**Critical phonon scattering above the cubic–rhombohedral transition of GeTe: inverse problem**

**Model ($T>T_c$).** The polar order parameter has $n=3$ components, taken isotropic, Gaussian and frozen. With $Q=V^{-1/2}\sum_q Q_qe^{i\mathbf{q\cdot r}}$, each component has

$$\langle|Q_q|^2\rangle=\frac{k_BT}{g(q^2+\xi^{-2})},\qquad D(r)=\langle Q(\mathbf r)Q(0)\rangle=\frac{k_BT\,e^{-r/\xi}}{4\pi g r},$$

with $\xi=\xi_0t^{-1/2}$, $t=T/T_c-1$, $\tau=T/T_c$.

Sound speed: $\epsilon=\delta c/c=\lambda Q^2$; its mean is absorbed in $c$. At constant density $\nabla^2u+k^2(1-2\epsilon)u=0$. Born cross-section per volume: $(2k^2/4\pi)^2S(q)$, $q=2k\sin(\theta/2)$. Wick's theorem gives $\langle\delta\epsilon\,\delta\epsilon\rangle=2n\lambda^2D^2$, so

$$S(q)=\frac{n\Lambda^2\tau^2}{2\pi q}\arctan\frac{q\xi}{2},\qquad\Lambda=\frac{\lambda k_BT_c}{g}\ \text{(a length)}.$$

Weight by $1-\cos\theta=q^2/2k^2$, use $d\Omega=2\pi q\,dq/k^2$, set $x=k\xi$:

$$\frac1{\ell_c}=\frac{n\Lambda^2\tau^2k^3}{6\pi^2}G(x),\qquad G=2\arctan x-\frac1x+\frac{\ln(1+x^2)}{x^3}.$$

- $x\ll1$: $G\to3x/2$, so $1/\ell_c=\dfrac{k^4}{\pi}S(0)=\dfrac{n\lambda^2(k_BT)^2k^4\xi}{4\pi^2g^2}\propto t^{-1/2}$. In scaling theory the singular part of $S(0)$ goes as $t^{-\alpha}$; for $n=3$, $\alpha\approx-0.1$, a cusp.
- $x\gg1$: $G\to\pi-3/x$. The rate saturates and the dip is finite.

Gray model: $\kappa=Cv\ell/3$, one wavenumber $k$, additive rates, constant background $\kappa_b$:

$$z\equiv\frac{1/\kappa-1/\kappa_b}{\tau^2}=b\,G(x_0t^{-1/2}),\qquad x_0=k\xi_0,\qquad b=\frac{n\Lambda^2k^3}{2\pi^2Cv}.$$

**Given.** Approximate: $T_c=700$ K, $a=6.0$ Å, $v=1.9$ km/s; acoustic $C=12k_B/a^3=0.767$ MJ m⁻³ K⁻¹. Assumed: $k=2$ nm⁻¹, $\kappa_b=1.20$ W m⁻¹ K⁻¹. The lattice conductivities are made for the exercise, rounded to 0.01, and chosen near the typical 1 W m⁻¹ K⁻¹ of GeTe at these temperatures.

| $T$ (K) | $t$ | $\kappa$ (W m⁻¹ K⁻¹) | $z$ (m K W⁻¹) |
|---|---|---|---|
| 707 | 0.01 | 0.87 | 0.310 |
| 728 | 0.04 | 0.90 | 0.257 |
| 812 | 0.16 | 0.93 | 0.180 |

Find $\xi_0$, $\Lambda$, $\kappa(T_c)$.

**Inversion.** The ratio of the outer points removes $b$:

$$R=z_1/z_3=G(10x_0)/G(2.5x_0)=1.723\ \text{(unrounded }z)\;\Rightarrow\;x_0=0.515.$$

Then $G(5.15)=2.588$ and $b=z_1/G=0.120$ m K W⁻¹. The unused 728 K point is predicted at 0.901, within rounding of 0.90. Hence $\xi_0=x_0/k=0.26$ nm and $|\Lambda|=(2\pi^2Cvb/nk^3)^{1/2}=0.38$ nm. At $T_c$, $\ell_c=3/(\pi bCv)=5.5$ nm, $k\ell_c=11$: Born scattering is self-consistent.

**Uniqueness.** The slope $s=d\ln G/d\ln x=6\arctan x/G-3$ falls steadily (numerically) from 1 to 0. So $R$ falls from 4 to 1 and the root is single. Not separable:

- $\lambda$, $g$, $n$ and the sign of $\lambda$ enter only as $n\lambda^2/g^2$.
- $\kappa$ fixes $x_0$ and $b$; $\xi_0\propto k^{-1}$ and $\Lambda\propto(Cv/k^3)^{1/2}$ inherit the assumed $k$.
- Data confined to $x\ll1$ fix only $bx_0$; curvature toward saturation splits the product.

**Error propagation.** Let $\delta_i=\delta\ln z_i=-\delta\kappa_i/(\kappa_i^2\tau_i^2z_i)$. Rounding, $\pm0.005$, gives $|\delta_1|\le2.1\%$, $|\delta_3|\le2.4\%$. With $s_1=0.20$, $s_3=0.64$:

$$\delta\ln x_0=-\frac{\delta_1-\delta_3}{s_3-s_1},\qquad\delta\ln b=\frac{s_3\delta_1-s_1\delta_3}{s_3-s_1},\qquad s_3-s_1=0.44.$$

Worst case: 10% in $x_0$, 4% in $b$, 2% in $\Lambda$. Raising $\kappa_b$ by 5%, to 1.26, gives $x_0=0.56$, $b=0.133$. A 2 K shift of $T_c$ changes $\ln x_i$ by $\delta T_c/2(T_i-T_c)$ and moves $x_0$ by 5%.

**Neglected, of rival size.**

- Frozen $Q$ needs fluctuation energies at $q\lesssim2k$ well below $\hbar vk=2.5$ meV. An underdamped soft branch of slope comparable to $v$ violates this and changes the link between $b$ and $\Lambda$ by a factor of order unity.
- Real lattice values come after subtracting a typical electronic part near 2 W m⁻¹ K⁻¹; 10% in the Lorenz number is 0.2, against a depression $\kappa_b-\kappa(T_c)$ of 0.37.
- If the transition is weakly first order, $T_c$ is an extrapolated temperature and $\xi$ stays finite. Below $T_c$ a linear term $2\lambda\mathbf Q_0\cdot\delta\mathbf Q$ scatters as well.

**Result (the model's, rounding error only, at the assumed $k$).** $\xi_0=0.26\pm0.03$ nm, $|\Lambda|=0.38\pm0.01$ nm, and $\kappa(T_c)=(1/\kappa_b+\pi b)^{-1}=0.83$ W m⁻¹ K⁻¹, approached as a $\sqrt t$ cusp.